## Appendix: Triangle versus chain for H$_3^+$ at fixed second moment

### Model and conventions

Each atom carries one orthogonal s orbital, whose on-site energy is the energy zero. Bonded atoms are coupled by a hopping integral $h(R)<0$. The bond energy $U_{\rm bond}=\sum_k f_k\varepsilon_k$ sums the levels $\varepsilon_k$ with occupations $f_k\le 2$ and $\sum_k f_k=N$; H$_3^+$ has $N=2$. Moments are traces over the whole trimer, $\mu_p={\rm Tr}\,H^p$. The total energy is $U=U_{\rm rep}+U_{\rm bond}$, with the pair repulsion per bond assumed to be $\Phi=Ah^2$, so that $U_{\rm rep}=A\mu_2/2$. The end atoms of the chain are at first left uncoupled. Differences are $\Delta U=U_{\rm triangle}-U_{\rm chain}$.

The equilateral triangle with hopping $h$ has levels $-2|h|,\,|h|,\,|h|$. For $N=2$, $U=3Ah^2-4|h|$ is minimal at $|h_0|=2/(3A)$, where $U_{\rm rep}=2|h_0|$, $U_{\rm bond}=-4|h_0|$ and $U=-2|h_0|$. As input we take an approximate binding energy of 9.4 eV for H$_3^+$ relative to 2H + H$^+$ and an approximate side $R_0=0.87$ Å. The first fixes $|h_0|=4.7$ eV and $A=0.14$ eV$^{-1}$; it is a fit and tests nothing.

### The wrong attempt

The argument of this section is wrong, and so is its result.

1. Pettifor's structural energy difference theorem allows competing structures to be ranked by their bond energies alone.
2. Both shapes are made of H–H bonds, so both are given the hopping $h_0$.
3. The chain then has levels $-\sqrt2|h_0|,\,0,\,+\sqrt2|h_0|$, and for $N=2$ its bond energy is $-2\sqrt2|h_0|=-2.83|h_0|$.
4. Hence $\Delta U_{\rm wrong}=-(4-2\sqrt2)|h_0|=-1.172|h_0|=-5.5$ eV.

The same steps give $-3|h_0|$ against $-2.83|h_0|$ for $N=3$, which would make the triangle win at half filling too.

### The symptom

The recipe can be tried on a third arrangement, a dimer with the proton far away. With hopping $h_0$ its two electrons have bond energy $-2|h_0|$, so the triangle would lie $2|h_0|=9.4$ eV below H$_2$ + H$^+$. That is the whole binding energy of the triangle relative to 2H + H$^+$, and it leaves H$_2$ with no binding at all. The model itself says otherwise: $Ah^2-2|h|$ has the minimum $-1/A=-\tfrac32|h_0|$.

The chain shows the same fault. The wrong result places it at $U=(-2+1.172)|h_0|=-0.828|h_0|$, whereas direct evaluation at hopping $h_0$ gives
$$U=2Ah_0^2-2\sqrt2|h_0|=\left(\tfrac43-2\sqrt2\right)|h_0|=-1.495|h_0| ,$$
and the relaxed chain can only lie lower. The moments point to the cause: at equal hopping $\mu_2$ is $6h_0^2$ for the triangle, $4h_0^2$ for the chain and $2h_0^2$ for the dimer. The recipe rewards the number of bonds and ignores the repulsion that each bond costs.

### The faulty line

Step 2 breaks the condition under which step 1 holds. Label the size of each structure $i$ by its repulsive energy $x$, so that $U_i(x)=x+B_i(x)$ with $B_i$ the bond energy. The triangle is stationary at $x_0$, $1+B_t'(x_0)=0$. The slope of the chain there, $1+B_c'(x_0)=B_c'(x_0)-B_t'(x_0)$, is of first order in the difference between the structures, so relaxing the chain lowers it only by the second-order amount $(1+B_c')^2/(2B_c'')$. Therefore
$$\Delta U=B_t(x_0)-B_c(x_0)+\text{second order}.$$
The bond energies must be compared at equal *repulsive energy*. Equal hopping means equal bond length, where three bonds carry $3\Phi$ and two carry $2\Phi$. The dropped difference is $Ah_0^2=\tfrac23|h_0|=3.1$ eV.

### The mended calculation

Since $U_{\rm rep}=A\mu_2/2$, equal repulsion means equal second moment:
$$4h_c^2=6h_0^2,\qquad |h_c|=\sqrt{3/2}\,|h_0|=1.225|h_0| .$$
The chain levels become $-\sqrt3|h_0|,\,0,\,+\sqrt3|h_0|$. With Harrison's scaling $h\propto R^{-2}$ as a typical distance law, the chain is prepared at the bond length $(2/3)^{1/4}R_0=0.79$ Å. Bond energies in units of $|h_0|$, the hopping of the triangle, are:

| $N$ | triangle | chain, equal $\mu_2$ | chain, equal $h$ (wrong) |
|---|---|---|---|
| 1 | $-2$ | $-1.73$ | $-1.41$ |
| 2 | $-4$ | $-3.46$ | $-2.83$ |
| 3 | $-3$ | $-3.46$ | $-2.83$ |
| 4 | $-2$ | $-3.46$ | $-2.83$ |
| 5 | $-1$ | $-1.73$ | $-1.41$ |

For H$_3^+$,
$$\Delta U=-(4-2\sqrt3)|h_0|=-0.536|h_0|=-2.5\ \text{eV}.$$
The triangle wins for $N=1,2$ and the chain for $N=3,4,5$. With $N$ treated as continuous, the triangle has $(N-6)|h_0|$ for $N\ge2$ and the chain is flat for $2\le N\le4$. The crossing lies at $N=6-2\sqrt3=2.54$, below half filling; the slip moves it to $6-2\sqrt2=3.17$ and so reverses the verdict for $N=3$.

Only the third moment separates the shapes. Three levels with $\mu_1=0$ and $\mu_2=6h_0^2$ can be written
$$\varepsilon_k=-2|h_0|\cos(\varphi+2\pi k/3),\quad k=0,1,2,\qquad \mu_3=6h_{12}h_{23}h_{13}=-6|h_0|^3\cos3\varphi ,$$
and $\mu_4=\mu_2^2/2=18h_0^4$ for every $\varphi$. The triangle has $\varphi=0$ and the chain, which has no closed three-step path, $\varphi=\pi/6$. For $0\le\varphi\le\pi/6$ the lowest level is $k=0$ and the highest $k=1$. Because the levels sum to zero, the bond energies are $2\varepsilon_0$, $\varepsilon_0-\varepsilon_1$ and $-2\varepsilon_1$ for $N=2,3,4$:
$$-4|h_0|\cos\varphi,\qquad -2\sqrt3|h_0|\cos(\varphi-\pi/6),\qquad -4|h_0|\cos(\varphi-\pi/3).$$
A negative $\mu_3$ pulls the lowest level down, which helps $N=2$, and pulls the highest level down, which hurts $N=4$. At $N=3$ the bond energy is minus the spectral width, and the width is largest at $\mu_3=0$. For $N=3$ to 5 the triangle has a partly filled degenerate pair, and the table ignores its distortion and spin coupling.

The model can be minimised exactly, whatever the form of $h(R)$. For $n$ equal bonds and $U_{\rm bond}=-b|h|$, the energy $nAh^2-b|h|$ has the minimum $-b^2/(4nA)$, so the ranking by $b/\sqrt n$, which is the ranking at equal $\mu_2$, is exact at every filling. For $N=2$ the chain relaxes to $|h|=1.061|h_0|$ (0.84 Å with the $R^{-2}$ law) and $U=-1/A=-\tfrac32|h_0|$, which gives
$$\Delta U_{\rm relaxed}=-\tfrac12|h_0|=-2.35\ \text{eV}.$$
The second-order term left out by the theorem is $(4-2\sqrt3)^2|h_0|/8=0.036|h_0|=0.17$ eV. The symptom is gone as well: a chain with hoppings $h_1,h_2$ has levels $0,\pm\sqrt{h_1^2+h_2^2}$, so at equal $\mu_2$ the dimer plus proton ($h_2=0$) has the same energy as the symmetric chain. This degeneracy comes from the assumed $\Phi=Ah^2$ and the uncoupled ends, and is no property of the real ion.

### Size of the error for H$_3^+$

The slip overstates the stability of the triangle by
$$2(\sqrt3-\sqrt2)|h_0|=0.636|h_0|=3.0\ \text{eV},$$
a factor of 2.2 in $\Delta U$ and more than the mended gap itself. Against the exact minimum of the model the error is $0.672|h_0|=3.2$ eV. Equal hopping is legitimate if the repulsion is kept: $-1.172|h_0|+\tfrac23|h_0|=-0.505|h_0|$, which differs from the relaxed value only by a second-order term. The fault is the combination of equal $h$ with bond energies alone. For $N=2$ the sign survives it, so the correct shape hides the wrong magnitude.

### What the mended number leaves out

Several neglected terms rival the 2.5 eV gap.

*End-to-end hopping.* With $h_{13}=\lambda h_c$ the lowest chain level is $-\tfrac12\left(\lambda+\sqrt{\lambda^2+8}\right)|h_c|$, and equal $\mu_2$ requires $h_c^2=3h_0^2/(2+\lambda^2)$. The $R^{-2}$ law gives $\lambda=1/4$, $|h_c|=1.206|h_0|$ and $U_{\rm bond}=-3.726|h_0|$, so that $\Delta U=-0.274|h_0|=-1.3$ eV, about half the nearest-neighbour value. The wrong recipe then gives $-0.911|h_0|=-4.3$ eV, and the error of the slip, $0.637|h_0|$, is still 3.0 eV.

*Electron repulsion.* The occupied orbital puts $2/3$ of an electron on each atom of the triangle and $\tfrac12,1,\tfrac12$ on the chain. The mean-field on-site energy $\gamma\sum_i n_{i\uparrow}n_{i\downarrow}$ is $\gamma/3$ against $3\gamma/8$. With the bare hydrogen 1s integral $\gamma=\tfrac58E_h=17.0$ eV ($E_h$ is the hartree) the difference $\gamma/24=0.7$ eV favours the triangle. Inter-site Coulomb terms have the scale $e^2/(4\pi\epsilon_0R_0)=17$ eV, similar to $\gamma$, and are not evaluated here.

*Overlap.* Two hydrogen 1s orbitals at distance $R_0$ have $S=e^{-\rho}(1+\rho+\rho^2/3)=0.68$, with $\rho=R_0/a_0=1.64$. The orthogonal model holds this large overlap only implicitly, in $\Phi$ and in the fitted $h_0$.

The model therefore supports the sign of $\Delta U$, the trend with $N$ and a gap on the scale of 1 to 3 eV, while the 3 eV error of the slip is insensitive to the end-to-end coupling, because it is essentially the repulsion of one uncounted bond.